**Question**

In the radical H₂Al–SiH₂, aluminium and silicon are joined by what a structural formula draws as a single bond. The SiH₂ group is turned about this bond while every bond length and every other angle stays fixed. The energies are counted from the minimum, in which all six atoms lie in one plane.

Rigid scan of the H–Al–Si–H torsion in the H₂Al–SiH₂ radical (doublet), calculated with Ansatz 0.2.0 in the gas phase with the def2-TZVPP basis, unrestricted orbitals and, for coupled cluster, frozen cores. The PBE0-D4/def2-TZVP minimum at −179.7° supplies the fixed bond lengths and angles and the zero of energy for each method.

| torsion (°) | CCSD(T) (eV) | PBE-D4 (eV) | PBE0-D4 (eV) | B3LYP-D4 (eV) | CCSD (eV) | PBE-D4 less CCSD(T) (eV) | T1 diagnostic |
| --- | --- | --- | --- | --- | --- | --- | --- |
| -179.7 | 0.0000 | 0.0000 | 0.0000 | 0.0000 | 0.0000 | 0.0000 | n/a |
| -163.7 | 0.0208 | 0.0192 | 0.0202 | 0.0204 | 0.0210 | -0.0016 | 0.015 |
| -141.2 | 0.1130 | 0.1065 | 0.1105 | 0.1121 | 0.1135 | -0.0065 | 0.015 |
| -118.7 | 0.2463 | 0.2420 | 0.2444 | 0.2514 | 0.2461 | -0.0043 | 0.015 |
| -96.2 | 0.3414 | 0.3502 | 0.3434 | 0.3595 | 0.3393 | 0.0088 | 0.014 |
| -73.7 | 0.3119 | 0.3150 | 0.3123 | 0.3247 | 0.3105 | 0.0031 | 0.015 |
| -51.2 | 0.1875 | 0.1805 | 0.1847 | 0.1888 | 0.1878 | -0.0070 | 0.015 |
| -28.7 | 0.0653 | 0.0608 | 0.0635 | 0.0643 | 0.0657 | -0.0045 | 0.015 |
| -6.2 | 0.0033 | 0.0030 | 0.0032 | 0.0032 | 0.0033 | -0.0003 | 0.015 |

(a) The energy at −73.7° is lower than at −96.2°, and at −6.2° it is almost zero. Does the molecule have a lopsided barrier and a second isomer?

(b) Why does turning a single bond cost so much energy?

(c) Derive how the cost should depend on the twist in the limits of weak and strong electronic mixing, and compare with the row at −141.2°.

(d) May the highest energy be used as the barrier to rotation, and does the choice of method matter?

**Model answer**

(a) Neither. The two hydrogens on silicon are alike, so half a turn brings the molecule back to itself, and what counts is the twist away from the nearest planar form. The row at −96.2° is 6.5° short of perpendicular and the row at −73.7° is 16° away from it, which is why the second lies lower. The row at −6.2° is the planar molecule again, twisted by 6.5°. Put in order of this twist, the rows from both sides of the barrier merge into one steadily rising CCSD(T) curve.

(b) Aluminium is bonded to two hydrogens and to silicon, and its remaining p orbital is empty. Silicon likewise has three neighbours, but its remaining p orbital holds the odd electron. In the planar molecule the two p orbitals stand parallel and overlap sideways, so the electron can spread from silicon to aluminium. This is a one-electron π bond on top of the ordinary σ bond. At a right angle the overlap vanishes and the π bond is lost, while the σ bond hardly notices the turn.

This assignment is standard bonding theory, and the calculated structure supports it. The simple silyl radical SiH₃ is pyramidal, whereas silicon is flat here, as suits an electron shared through a p orbital. An electropositive neighbour such as aluminium also favours a flat silicon, so this is support and not proof. Crowding would act the other way: hydrogens on opposite ends are closest in the planar form, at about 4 Å, so their repulsion would favour twisting.

(c) Let θ be the twist, Δ the height of the empty aluminium p level above the silicon p level, and β their coupling when parallel. The overlap, and with it the coupling, falls as cos θ. Two levels coupled in this way push each other apart, and the electron in the lower one gains

G = √(Δ²/4 + β² cos² θ) − Δ/2.

The cost of twisting is the part of this gain that is lost, G(0) − G(θ).

If the coupling is weak compared with the level gap, the root can be expanded and G becomes β² cos² θ/Δ. The cost then follows sin² θ. If the levels coincide, G is simply β|cos θ| and the cost follows 1 − |cos θ|. This second curve is flatter near the planar form and steeper near the top, because the gain of strongly mixed levels falls only in proportion to the coupling, whereas that of weakly mixed levels falls with its square.

The highest row, at −96.2°, sets the energy scale for both limits; the value for the row at −141.2° then follows without further adjustment. Its twist is 38.5°. In the weak limit its share of the highest energy is sin² 38.5°/sin² 83.5° = 0.39, which gives 0.39 × 0.34 eV ≈ 0.13 eV. In the strong limit the share is (1 − cos 38.5°)/(1 − cos 83.5°) ≈ 0.25, or about 0.08 eV. CCSD(T) gives 0.11 eV, between the two.

The other rows between the planar form and the highest row depart from the sin² law in the same direction, as the output below shows. The departure never exceeds about 0.07 of the highest energy, but close to the planar form, where the energies are small, the law is up to a third too high. A mixing that is neither weak nor complete would produce a shape of this kind. The same formula tells what to look for in a related molecule: a wider level gap or a poorer sideways overlap makes the π bond weaker and the twist cheaper.

(d) The highest CCSD(T) energy, 0.34 eV or 33 kJ/mol, belongs to a frozen molecule and should not go into a rate estimate as it stands. The row lies a little short of the perpendicular form, so the top of the frozen curve should be slightly higher still. In addition, the scan carries the flat SiH₂ group along unchanged. Once the π bond is broken, however, silicon has lost one reason to be flat and may bend into a pyramid. Any such relaxation lowers the energy of the twisted molecule, so the real path over the barrier should be easier than this scan suggests.

The choice of method matters little. At −96.2°, B3LYP-D4 lies 5% above CCSD(T), PBE-D4 3% and PBE0-D4 less than 1%. All three functionals therefore give the same picture, and the frozen geometry, whose effect was not calculated here, is probably the more serious concern for anyone who needs a barrier.

**Remarks on the reasoning**

The answer to (c) tests a shape, and a shape can have more than one origin. Bonds to hydrogen also interact with the p orbitals as the group turns, and the frozen geometry leaves its own mark. The comparison therefore makes partial mixing plausible but does not measure Δ or β.

A careful candidate may worry that breaking a π bond defeats coupled-cluster theory, as it does when ethylene is twisted. There, two electrons are left in two orbitals of equal energy, and one determinant no longer describes them. Here there is only one π electron, and after the twist it can simply stay on silicon. The results agree with this: the T1 diagnostic, a measure of how far the starting determinant needs repair, stays near 0.015 throughout the twist, and the triples change the cost of twisting to −96.2° by only 0.002 eV.

It is tempting to explain the PBE-D4 error by the known habit of such functionals to spread an odd electron too widely. That would overrate the π bond and make the twist too expensive, as is found near the top. Yet at middle twists, such as −51.2°, PBE-D4 lies below CCSD(T). The error thus changes the shape of the curve as well as its height. At −141.2°, PBE-D4 reaches 0.30 of its own highest energy and CCSD(T) 0.33. By the measure of (c) this is a step towards the strong limit, which would suit an electron spread too widely. In that formula, however, a smaller Δ or a larger β alone would raise the cost at every twist, so something else must hold the middle rows down. Too wide a spread may be part of the answer, but the table does not prove it, and differences of a few thousandths of an electronvolt may also shift with the basis set.

Numerical output:

```
Folded twist and energy as a fraction of the highest row:
     row  twist from planar in degrees  CCSD(T) fraction  sine squared fraction
  -179.7                             0                 0                      0
  -163.7                            16           0.06093                0.07696
  -141.2                          38.5             0.331                 0.3926
  -118.7                            61            0.7214                 0.7749
   -96.2                          83.5                 1                      1
   -73.7                            74            0.9136                  0.936
   -51.2                          51.5            0.5492                 0.6204
   -28.7                            29            0.1913                 0.2381
    -6.2                           6.5          0.009666                0.01298
Error against CCSD(T) in meV:
     row  PBE-D4  PBE0-D4  B3LYP-D4  CCSD
  -179.7       0        0         0     0
  -163.7    -1.6     -0.6      -0.4   0.2
  -141.2    -6.5     -2.5      -0.9   0.5
  -118.7    -4.3     -1.9       5.1  -0.2
   -96.2     8.8        2      18.1  -2.1
   -73.7     3.1      0.4      12.8  -1.4
   -51.2      -7     -2.8       1.3   0.3
   -28.7    -4.5     -1.8        -1   0.4
    -6.2    -0.3     -0.1      -0.1     0
Highest sampled energy with CCSD(T) in eV: 0.3414
Highest sampled energy with CCSD(T) in kJ/mol: 32.94
Distance of row -96.2 from perpendicular in degrees: 6.5
Distance of row -73.7 from perpendicular in degrees: 16
Energy of row -96.2 less row -73.7 with CCSD(T) in eV: 0.0295
Largest shortfall of the CCSD(T) fraction below sine squared: 0.07122
Shortest H to H distance across the bond at the minimum in angstrom: 3.994
PBE-D4 error at row -96.2 in percent: 2.578
PBE0-D4 error at row -96.2 in percent: 0.5858
B3LYP-D4 error at row -96.2 in percent: 5.302
Change by triples at row -96.2 in meV: 2.1
```
